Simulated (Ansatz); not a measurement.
## C: energy above lowest point as volume scale varies

Results calculated with Ansatz 0.2.0, not measured. Free energy against uniform scaling of the volume at fixed shape and fractions; periodic cell, basis, potentials, k mesh and filling as listed.

The cell before it is scaled or strained (space group R-3m, No. 166):
```
cell vectors (Å)
   1.2280     0.7090     3.3470
  -1.2280     0.7090     3.3470
   0.0000    -1.4180     3.3470
atoms (fractions of the cell vectors)
C   0.83600  0.83600  0.83600
C   0.16400  0.16400  0.16400
```

Settings of every row: functional r2SCAN; dispersion none; potentials PAW; wave cutoff 600 eV; density cutoff 2400 eV; k mesh 14x14x14; k shift 0x0x0; occupations fermi dirac; smearing width 0.15 eV; spin none; SCF threshold exponent -9.

Limits: a layered crystal: even scaling strains the bonds within the layers, so this curve is stiffer than the crystal under pressure.

```
row  volume scale  V (Å³/atom)  energy above lowest point (meV/atom)
  1          0.94        8.218                                     ?
  2          0.96        8.393                                  13.7
  3          0.98        8.567                                   3.4
  4             1        8.742                                     0
  5          1.02        8.917                                   2.9
  6          1.04        9.092                                  11.5
  7          1.06        9.267                                  25.4
```

Question: what energy above lowest point should row 1 give?

Worked fit of energy above lowest point. Take u = (V_r/V)^(2/3) − 1 with V_r = 8.8295 Å³ an atom, which is twice the finite (Eulerian) strain; such expansions in the strain, on which the Birch-Murnaghan equation of state is built, carry the rest volume and the bulk modulus. The shown rows have u = 0.03438, 0.02032, 0.00666, -0.00655, -0.01934, -0.03173. Least squares give energy above lowest point = 0.69 − 222.8 × u + 17498 × u² meV/atom; a straight line predicts inner rows, each left out in turn, worse (root mean square 7.3 against 0.035 meV/atom). All shown rows lie on it to the printed digit. Its lowest point lies at u = 0.0064, or V = 8.746 Å³ an atom, and the curvature there gives the bulk modulus at fixed shape and fractions, B = (4/9)(1 + u)² E″(u)/V = 289 GPa. Letting shape and atoms relax would as a rule lower it, by much in layered, chain or molecular crystals. The withheld row has u = 0.04901, so the fit gives 0.69 − 222.8 × (0.04901) + 17498 × (0.04901)² = 31.8 meV/atom.

The calculation gave 31.6 meV/atom. The fit lies 0.2 meV/atom (0.63 % of the column's range) above it; its largest miss of a shown row is 0.0 meV/atom. This row lies beyond the range of the fit.
